**Question.** A metal's energy contains a sum over the states below the Fermi level, taken at a finite mesh of k points. Smearing lets the occupation fall from full to empty over a chosen energy width instead of at a sharp edge. The table gives the errors of five widths on a coarse mesh for TiAl₂. All are relative to one run on a mesh twice as dense in each direction, with a width of 0.1 eV. "Energy" means the energy extrapolated to zero smearing; "free energy" still contains the entropy term that smearing brings in.

TiAl2 (Cmmm, 6-atom cell, 16.09 Å³ per atom) at fixed atoms, Ansatz 0.2.0, r2SCAN, plane-wave PAW, scalar-relativistic, no spin polarisation, cutoff 500 eV. All runs use Gaussian smearing, on a 5×5×5 k mesh for the rows and on 10×10×10 with a width of 0.1 eV for the reference. Energy is extrapolated to zero smearing, pressure is positive in compression, and force changes are per axis.

| occupation width (eV) | energy less reference (meV/atom) | free energy less reference (meV/atom) | pressure less reference (GPa) | largest force change (eV/Å) |
| --- | --- | --- | --- | --- |
| 0.01 | 2.63 | 3.52 | 0.031 | 0.0515 |
| 0.05 | 2.61 | 3.27 | 0.032 | 0.0429 |
| 0.1 | 2.62 | 2.57 | 0.034 | 0.0392 |
| 0.2 | 3.00 | -0.584 | 0.066 | 0.0318 |
| 0.4 | 3.44 | -14.8 | 0.195 | 0.0173 |

(a) An engineer narrows the width from 0.1 to 0.01 eV, sees a steady energy and declares the calculation converged. Is that right?

(b) A colleague prefers 0.2 eV because the free energy then lies closest to the reference. Is that a good reason?

(c) Does the extrapolation to zero smearing also mend the pressure and the forces? From the two energy columns and the volume per atom alone, estimate how much widening from 0.1 to 0.4 eV should change the pressure, and only then compare with the pressure column.

**Model answer**

**(a)** No. Over the three narrowest widths the energy moves by only 0.02 meV/atom, yet it stays about 2.6 meV/atom above the reference. The row at 0.1 eV shows where this offset comes from: it has the same smearing as the reference and differs only in the mesh. The engineer has shown that the energy hardly depends on the width in this range, which is a different matter from its being right.

The offset arises because each k point speaks for a whole block of the Brillouin zone. Where a band crosses the Fermi level inside a block, part of the block should be filled and part empty, but the point has only one band energy to decide by. Smearing softens that decision, and it can stand in for the missing points only if the width is comparable with the change of band energy from one point to the next.

Here that change is large. In this metal the top of one band lies above the bottom of the next, and the two overlap in energy. For the bands around the Fermi level the coarse mesh sees an overlap of 0.68 eV, the dense one 1.24 eV. The dense mesh contains every point of the coarse one, so some of the added points lie where the lower band reaches further up or the upper one further down, by more than half an eV taken together. A width of 0.1 eV or less is probably too narrow to bridge such steps, which would explain why the offset stays. That the energy looks so steady is also the work of the extrapolation: over the same three rows the free energy falls by 0.95 meV/atom.

**(b)** No, because two errors of opposite sign meet at that width. To see this, let $\sigma$ be the width and $D$ the number of electron states per eV and atom at the Fermi level. Smearing lifts some electrons from just below that level to just above it. Their number grows as $D\sigma$ and the energy each gains grows as $\sigma$, so the internal energy rises as $D\sigma^2$; for a Gaussian and a constant $D$ the factor is one quarter.

The entropy term $TS$ follows from a general relation: the free energy $F$ falls with width at the rate $TS/\sigma$. This holds only if $TS$ is twice the rise of the internal energy $U$. With $E_0$ the energy without smearing,

$$U = E_0 + \tfrac14 D\sigma^2,\qquad F = U - TS = E_0 - \tfrac14 D\sigma^2 .$$

The mean of $U$ and $F$ is free of the quadratic term, and this mean is the extrapolated energy of the table. What the mesh has done to $E_0$ itself stays in it.

The difference between free energy and extrapolated energy isolates the width term. It should grow fourfold at each doubling of the width. The table gives it relative to the reference, whose own width term, 0.9 meV/atom in size, must first be put back. From 0.05 eV upwards it then grows by factors of 4.0, 4.7 and 4.3. At 0.2 eV the extrapolated energy is 3.00 meV/atom too high, while the width term, counted from that of the reference, is −3.58 meV/atom. The sum is the flattering −0.58.

The neighbouring rows expose the cancellation. The free-energy error is positive at 0.1 eV, negative at 0.2 eV and −14.8 meV/atom at 0.4 eV. An error that passes through zero and keeps growing on the other side has not converged at the crossing. On another mesh the offset would differ, and the crossing would move to another width.

**(c)** No. The extrapolation combines two energies, whereas pressure and forces are derivatives of the free energy and so keep its width term. For the pressure,

$$p = -\frac{\partial F}{\partial V}, \qquad p_{\text{width}} = \frac{\sigma^2}{4}\,\frac{\partial D}{\partial V},$$

where $V$ is the volume per atom. Expansion narrows the bands and packs their states more densely in energy, so $D$ usually rises with $V$, and smearing then adds a positive pressure.

For free electrons $D$ grows as $V^{2/3}$, which makes $p_{\text{width}}$ two thirds of $\tfrac14 D\sigma^2/V$. Between 0.1 and 0.4 eV the width term grows in size from 0.95 to 19.14 meV/atom, by 18.19 meV/atom. Divided by 16.09 Å³ and multiplied by two thirds, this is 0.75 meV/Å³. Since 1 eV/Å³ is about 160 GPa, the estimate is 0.12 GPa.

The calculation gives a rise of 0.16 GPa, so the estimate has the right sign and about three quarters of the size. The shortfall is plausible for a compound of titanium, whose d bands narrow faster on expansion than free-electron bands do, though no run at another volume is there to confirm it.

The largest force change behaves quite differently: it falls steadily with width, and at 0.4 eV it is less than half of its value at 0.1 eV. This may be a real gain, if a width of 0.4 eV is enough to begin bridging the steps between k points. It may also be a cancellation like that in (b), since the forces carry a width term too. The table can't decide between the two.

**Remarks on the reasoning**

The answer to (a) turns on choosing the right row for comparison. Each row except 0.1 eV mixes an error of the mesh with an error of the width. A good answer first finds the row in which one of them is absent and only then reads a trend. In practice this calls for two tests: vary the mesh at fixed width, and vary the width at fixed mesh. The reference has not been put through either test here, so 2.6 meV/atom is a distance from a better calculation and need not be the whole mesh error.

In (c) the free-electron exponent is the weak step, and a strong answer finds a check that avoids it. If $D$ follows any fixed power of the volume, the pressure rise must be proportional to the growth of the width term. From 0.2 to 0.4 eV, both counted from the 0.1 eV row, the pressure rise grows by a factor of 5.0 and the width term by 5.1. That agreement fits a pressure error that comes from the width term. Any error that grows as the square of the width would give a factor of 5, however, so the check doesn't test how $D$ depends on the volume. It also assumes that the mesh error in the pressure stays the same as the width grows.

A careful candidate will notice that the extrapolated energy isn't immune to wide smearing either. It rises by 0.38 meV/atom at 0.2 eV and by 0.82 at 0.4 eV, again counted from the 0.1 eV row. Had the extrapolation left only a fourth-power remainder, the second rise would be well over ten times the first; it is only about twice as large. A changing mesh error may be mixed in. A run on the dense mesh at 0.4 eV would separate the two, and would settle the question of the forces as well.

The small pressure error at narrow widths deserves suspicion too. At 0.01 eV it is 0.031 GPa, but this is the mean of stress errors of 0.05, 0.13 and −0.09 GPa along the three axes. Anyone who relaxes the shape of the cell will feel the separate components, not their mean.

The argument carries over to other metals. More states at the Fermi level mean a larger width term at the same $\sigma$, and bands that change steeply between k points call for a denser mesh. A Methfessel–Paxton occupation rule is built to remove the quadratic term from the free energy itself, which helps pressure and forces at large widths. It would not supply the missing k points, so the offset found in (a) would still need a denser mesh. The differences and ratios used here are in the printed output that follows.

The analysis program printed:

```
Width term in meV/atom:
   row  free minus zero-smearing energy relative to reference  free minus zero-smearing energy of the run itself
  0.01                                                   0.89                                              -0.01
  0.05                                                   0.66                                              -0.24
   0.1                                                  -0.05                                              -0.95
   0.2                                                 -3.584                                             -4.484
   0.4                                                 -18.24                                             -19.14
Changes from the 0.1 eV row:
   row  zero-smearing energy meV/atom  free energy meV/atom  pressure GPa  free-electron estimate of pressure GPa
  0.01                           0.01                  0.95        -0.003                                -0.00624
  0.05                          -0.01                   0.7        -0.002                               -0.004713
   0.1                              0                     0             0                                       0
   0.2                           0.38                -3.154         0.032                                 0.02346
   0.4                           0.82                -17.37         0.161                                  0.1208
Half the entropy term of the reference run (meV/atom): 0.9
Span of the zero-smearing energy error from 0.01 to 0.1 eV width (meV/atom): 0.02
Width term ratio 0.1 to 0.05 eV (quadratic law gives 4): 3.958
Width term ratio 0.2 to 0.1 eV (quadratic law gives 4): 4.72
Width term ratio 0.4 to 0.2 eV (quadratic law gives 4): 4.269
Ratio of zero-smearing energy rises at 0.4 and 0.2 eV (fourth-power law gives about 16): 2.158
Ratio of pressure rises at 0.4 and 0.2 eV: 5.031
Ratio of width-term changes at 0.4 and 0.2 eV: 5.147
Largest force change at 0.4 eV as a percentage of that at 0.1 eV: 44.13
Band overlap seen on the coarse mesh at 0.01 eV width (eV): 0.6768
Band overlap seen on the dense reference mesh (eV): 1.239
Stress change along x in the 0.01 eV row (GPa): 0.04719
Stress change along y in the 0.01 eV row (GPa): 0.1322
Stress change along z in the 0.01 eV row (GPa): -0.08616
Force change on the Ti pair in the 0.01 eV row (eV/Å): 0.0298
Force change on the Al pair in the 0.01 eV row (eV/Å): 0.05153
```
